# Which vibration of lead sulfide is which?

A lead atom is about 6.5 times as heavy as a sulfur atom. Held by equal springs, it would vibrate about 2.5 times as slowly, because a frequency falls with the square root of the mass. In lead sulfide, a crystal of the rock-salt type, the vibrations run from a few tens to a few hundred cm⁻¹, where 10 cm⁻¹ is about 0.3 THz. The factor of 2.5 is a natural tool for sorting them, and this question examines how far it can be trusted.

## Question

A calculation with the local density approximation (LDA) gave the vibrations of PbS at three wave vectors. The wave vector tells how the motion changes from one unit cell to the next. The column "phonon q row" numbers the three cases:

- 1 is Γ, where all cells move in step.
- 2 is L, where the motion alternates along the body diagonal of the cube.
- 3 is X, where it alternates along a cube edge.

Two atoms in the cell, each free to move in three directions, make six modes at each wave vector. The complete table lists them from the lowest frequency upwards: rows 1 to 6 belong to Γ, rows 7 to 12 to L and rows 13 to 18 to X. The modes at Γ were computed without the long-range electric field that a polar vibration can set up.

Five of the rows stand here under letters.

Harmonic phonon frequencies of PbS from ABINIT 10.8.3 with LDA and JTH PAW v2.0 sp datasets, without spin–orbit coupling, for a cell relaxed at zero pressure. The plane-wave cutoff is 544 eV and the shifted k mesh 4×4×4. Phonon q rows 1, 2 and 3 are (0, 0, 0), (0.5, 0, 0) and (0.5, 0.5, 0) in reciprocal lattice vectors, and the acoustic sum rule, by which a shift of the whole crystal costs no force, is imposed at Γ only. Candidates: 6, 7, 5, 16, 11.

```csv
row,phonon q row (row),phonon frequency (cm⁻¹)
A,1,107.30
B,2,227.60
C,1,107.30
D,3,157.10
E,2,61.60
```

(a) Cover the column "phonon q row". Which letters can be assigned from the frequencies alone, and what does the mass rule suggest for the others?

(b) Uncover the column and complete the assignment. Say which answers are sure.

(c) Explain any conflict between (a) and (b).

## Model answer

### (a) From the frequencies alone

Three of the six modes at Γ are acoustic: the whole crystal shifts, no bond is strained, and the frequency is zero. They take rows 1 to 3. Rows 4 to 6 are the optical modes, in which the lead atoms move against the sulfur atoms. In a cubic crystal this motion costs the same along all three cube edges, so the three frequencies must be equal.

Rows 5 and 6 therefore need two equal values, and only A and C agree, at 107.3 cm⁻¹. This pair is sure. The argument depends on the electric field having been left out. In a real polar crystal that field lifts one of the three modes, the longitudinal one, as the wave vector approaches Γ. The threefold value is thus no sign that the two kinds of optical mode coincide in nature.

Three frequencies remain for rows 7, 11 and 16. Row 7 is the lowest mode at L and row 11 the fifth, so row 7 must get a smaller value than row 11. That still leaves three ways to choose the pair, and a model of the motion at L is needed to choose between them.

Seen along the body diagonal, rock salt is a stack of planes that hold only lead or only sulfur. At L, successive lead planes move in opposite directions. A sulfur atom between two of them has three lead neighbours on one side and three on the other, and their pushes cancel. The sulfur atoms stay at rest while lead moves, and by the same argument lead can rest while sulfur moves. The symmetry of the crystal under inversion makes this separation exact, whatever the range of the forces.

Now let springs act only between nearest neighbours. Every moving atom, lead or sulfur, pulls against six neighbours at rest, through the same kind of bond. Both then feel the same restoring constant K, the force per unit of displacement. With M for the mass of the moving atom, the square of the frequency is proportional to K/M. With atomic masses of 207 and 32, the ratio of the sulfur frequency to the lead frequency is

√(207/32) ≈ 2.54.

Rows 7 to 9 should be the three lead modes and rows 10 to 12 the three sulfur modes. If E, at 61.6 cm⁻¹, is row 7, then row 11 should lie near 61.6 × √(207/32) ≈ 157 cm⁻¹. D lies at 157.1 cm⁻¹, which is agreement within one per cent. The mass rule suggests E = 7, D = 11 and B = 16.

This is a suggestion only. The order of the rows would equally allow B to be row 11, and the case for D rests entirely on the assumption of equal springs.

### (b) With the wave vector uncovered

D carries the number 3 and belongs to X, so it is row 16. B and E carry the number 2 and belong to L. E has the lower frequency and is row 7, and B is row 11. These three assignments are sure.

A and C carry the number 1, which confirms them as rows 5 and 6. Which of the two is row 5 can't be decided, and the question has no physical content. Modes of equal frequency can be mixed in any proportion, and each mixture is again a valid mode. The row number merely counts them.

The complete table shows the labels: A and C are rows 5 and 6, E is row 7, B is row 11 and D is row 16.

The rows with their labels:

```csv
row,phonon q row (row),phonon frequency (cm⁻¹)
1,1,0.00
2,1,0.00
3,1,0.00
4,1,107.30
5,1,107.30
6,1,107.30
7,2,61.60
8,2,61.60
9,2,110.90
10,2,227.60
11,2,227.60
12,2,256.20
13,3,47.50
14,3,47.50
15,3,66.70
16,3,157.10
17,3,157.10
18,3,172.30
```

### (c) Why the mass rule chose wrongly

The rule was applied to two frequencies from different wave vectors. At X, symmetry allows lead and sulfur to move together in one mode, so that a frequency there needn't belong to a single mass. The near-perfect match of D with the estimate is a coincidence of numbers.

The correct pair, B and E, has a ratio of 3.69, and the estimate of 2.54 is 31% below it. The masses give the right order, with lead low and sulfur high, but the assumption of equal springs fails. Part of the gap is numerical, because the frequencies at L lack the sum-rule correction. The remarks below return to this.

## Remarks on the reasoning

### What the correct pair reveals

Since only one kind of atom moves in each mode at L, mass times frequency squared measures the restoring constant of that atom. For the two doublets, rows 7 and 8 against rows 10 and 11, this constant is 2.1 times as large for sulfur as for lead. In these modes the atoms move sideways, across the body diagonal. For the single modes, rows 9 and 12, in which they move along it, the constant for sulfur is only 0.83 times that for lead.

These ratios carry a numerical error. A shift of the whole crystal should cost no force, but the finite grids of a calculation break this rule. The listed frequencies are corrected for that at Γ, and not at L or X. With the correction carried over to L, the factor for the doublets comes out smaller than 2.1. Part of the excess is therefore an error of the calculation, and only the rest calls for a physical cause.

The same measure supports the naming of the atoms. Suppose that sulfur made the low doublet and lead the high one. Lead would then need a restoring constant about 88 times that of sulfur, although the bonds between the two pull equally on both. That is not credible, and the heavy atom must own the low doublet.

Where does the physical part of the difference in stiffness come from? At L, the forces between lead and sulfur contribute equally to both constants, even when distant neighbours are included, because action equals reaction. Cubic symmetry also makes this contribution the same in every direction. Once the sum rule holds, what remains is the force between like atoms, lead on lead and sulfur on sulfur, which the simple model leaves out.

The table carries a plain sign of these forces. With springs between nearest neighbours alone, the three lead modes at L would coincide. Instead they lie at 61.6 and 110.9 cm⁻¹, a factor of 1.8 apart. The missing correction can't have caused this splitting, because in a cubic crystal it shifts the squares of all three frequencies by the same amount. A model that misses such a splitting can tell heavy from light, but it can't choose between two candidates by a match within one per cent.

### A second trap at Γ

A candidate who trusted the springs might also have given the highest frequency to the optical modes at Γ. There both atoms move, in opposite directions, and the model makes the square of the frequency proportional to K(1/M₁ + 1/M₂), where M₁ and M₂ are the two masses. This sum is larger than either term alone. The optical modes at Γ should therefore lie above all the modes at L.

The calculation puts them at 107.3 cm⁻¹, less than half the 227.6 cm⁻¹ of the upper doublet at L. Here the simple picture fails in the order of the modes as well as in their spacing. The pair A and C was safe only because its assignment used symmetry and no spring constant.

Part of the reason lies in the forces between like atoms. At Γ all lead atoms move together, and so do all sulfur atoms, so these forces never come into play. Only the restoring constant between lead and sulfur remains, and by the listed frequencies it is less than half the total constant of any mode at L. The margin is uncertain, because only the frequency at Γ has the sum-rule correction.

Why is it so small? A plausible explanation is electrical. When lead and sulfur move apart in step throughout the crystal, every cell acquires an electric dipole in the same direction. The dipoles of the surrounding cells then pull the atoms further along and cancel much of the restoring force of the bonds. The effect is expected to be strong in lead sulfide, because its bonding electrons shift easily when the atoms move. At L the dipoles alternate from plane to plane. Those that point along the body diagonal oppose their neighbours within a plane, which should stiffen the single modes. Sideways dipoles within a plane still help each other, so this picture alone doesn't explain why even the doublets at L have larger restoring constants than the mode at Γ. The frequencies show that the mode at Γ is soft, but they neither test this explanation nor separate the electrical part from the rest.

The point matters in practice, because infrared light has a wavelength of very many unit cells and so excites modes close to Γ. Anyone who estimated the infrared absorption of PbS from the masses and a spring constant fitted at L would look for it at far too high a frequency.

### A rule, and a question left open

Before two frequencies are compared through their masses, they should belong to the same wave vector, and symmetry should let one kind of atom rest there. Even then, the two comparisons possible at L miss by 10% and 31% of the ratio in the table, though part of the larger miss is numerical. Equal frequencies required by symmetry are the safer evidence.

The open question concerns the size of the softening at Γ. Measurements place the transverse optical mode well below the computed value, so the real crystal is softer still. When two large forces nearly cancel, a small error in either changes the remainder greatly. LDA makes the crystal slightly too small, and compression is known to stiffen this mode. The coarse sampling of the electron states skips the point L, where PbS has its narrow gap, and finds no gap smaller than about 1.6 eV. This and the neglect of spin–orbit coupling may contribute too, and the calculation leaves out thermal motion. Would the mode fall to the measured value if the same calculation were repeated at the measured lattice constant?
